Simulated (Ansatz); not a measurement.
CoO: pressure against volume scale

Periodic Kohn-Sham DFT of a crystal at fixed atoms, scaled to volume_scale times the given cell; pressure positive in compression, energy less spherical unpolarised free atoms, largest_vzz the field gradient of largest size among the nuclei. The results are calculated, by Ansatz 0.2.0.

The cell before it is scaled or strained (space group Fm-3m, No. 225):
```
CELL_PARAMETERS angstrom
0.00000 2.12380 2.12380
2.12380 0.00000 2.12380
2.12380 2.12380 0.00000
ATOMIC_POSITIONS crystal
Co 0.00000 0.00000 0.00000
O 0.50000 0.50000 0.50000
```

Settings of every row: method frozen-core PAW; functional PBE; relativity scalar; k mesh 13x13x13; filling fermi-dirac; smearing width 0.08 eV; wave cutoff 420 eV; paw set soft_2.

Atom:
```csv
element,start moment (bohr magneton)
Co,2
O,0
```

Limits: semilocal functional can close the gap of open d or f salts; with one magnetic atom in the cell only parallel moments are possible.

```csv
row,volume scale,V (Å³/atom),pressure (GPa),cell moment (bohr magneton)
1,0.96,9.196,7.003,2.737
2,0.98,9.388,3.427,2.82
3,1,9.579,-0.006,2.878
4,1.02,9.771,?,?
5,1.04,9.963,-6.245,2.945
```

Question: what pressure should row 4 give?

Worked fit of pressure. Take u = (V_r/V)^(2/3) − 1 with V_r = 9.4835 Å³ an atom, which is twice the finite (Eulerian) strain; such expansions in the strain, on which the Birch-Murnaghan equation of state is built, carry the rest volume and the bulk modulus. The shown rows have u = 0.02074, 0.00677, -0.00666, -0.03235. Least squares give pressure = 1.6839 + 252.328 × u + 220.22 × u² GPa; a straight line predicts inner rows, each left out in turn, worse (root mean square 0.1 against 0.05 GPa). The rows lie off it by -0.009, 0.025, -0.019, 0.003 (root mean square 0.016 GPa). The pressure vanishes at u = -0.0067, or V = 9.58 Å³ an atom, and there the bulk modulus at fixed shape and fractions is B = −V dP/dV = (2/3)(1 + u) dP/du = 165 GPa. The withheld row has u = -0.01971, so the fit gives 1.6839 + 252.328 × (-0.01971) + 220.22 × (-0.01971)² = -3.204 GPa.

The calculation gave -3.239 GPa. The fit lies 0.035 GPa (1.1 % of the value, 0.26 % of the column's range) above it; its largest miss of a shown row is 0.025 GPa.

The other values of row 4: cell moment 2.918 bohr magneton.
